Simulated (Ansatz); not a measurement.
# Sn: pressure against volume per atom

All results are calculated (Ansatz 0.2.0 development build). Equation of state of a cubic crystal from periodic Kohn-Sham density functional theory without spin; pressure corrected for the finite basis.

Cell of the first row (space group Fd-3m, No. 227):
```
Sn
1.0
      0.0000     3.2363     3.2363
      3.2363     0.0000     3.2363
      3.2363     3.2363     0.0000
Sn
2
Direct
  0.00000 0.00000 0.00000
  0.25000 0.25000 0.25000
```

Settings of every row: formula Sn; structure type diamond; functional r2SCAN; spin treatment none; k mesh 9x9x9; occupation method fermi-dirac; occupation width 0.1 eV; wave cutoff 500 eV; datasets soft-1 PAW; density cutoff ratio 4.

```
row  volume per atom (Å³)  pressure (GPa)  energy above lowest point (meV/atom)
  1                33.895           2.128                                  9.11
  2                    35               ?                                     ?
  3                36.105          -0.744                                  0.77
  4                37.211          -1.827                                  9.75
  5                38.316          -2.728                                 25.56
```

Question: what pressure should row 2 give?

Worked fit of pressure. Take u = (V_r/V)^(2/3) − 1 with V_r = 36.658 Å³ an atom, which is twice the finite (Eulerian) strain; such expansions in the strain, on which the Birch-Murnaghan equation of state is built, carry the rest volume and the bulk modulus. The shown rows have u = 0.05363, 0.01019, -0.00993, -0.02906. Least squares give pressure = −1.312 + 54.108 × u + 186.99 × u² GPa; a straight line predicts inner rows, each left out in turn, worse (root mean square 0.19 against 0.0079 GPa). The rows lie off it by 0.000, -0.003, 0.004, -0.002. The pressure vanishes at u = 0.0225, or V = 35.45 Å³ an atom, and there the bulk modulus at fixed shape and fractions is B = −V dP/dV = (2/3)(1 + u) dP/du = 42.6 GPa. The withheld row has u = 0.03134, so the fit gives −1.312 + 54.108 × (0.03134) + 186.99 × (0.03134)² = 0.567 GPa.

The calculation gave 0.561 GPa. The fit lies 0.006 GPa (1.1 % of the value, 0.12 % of the column's range) above it; its largest miss of a shown row is 0.004 GPa.

The other values of row 2: energy above lowest point 0 meV/atom.
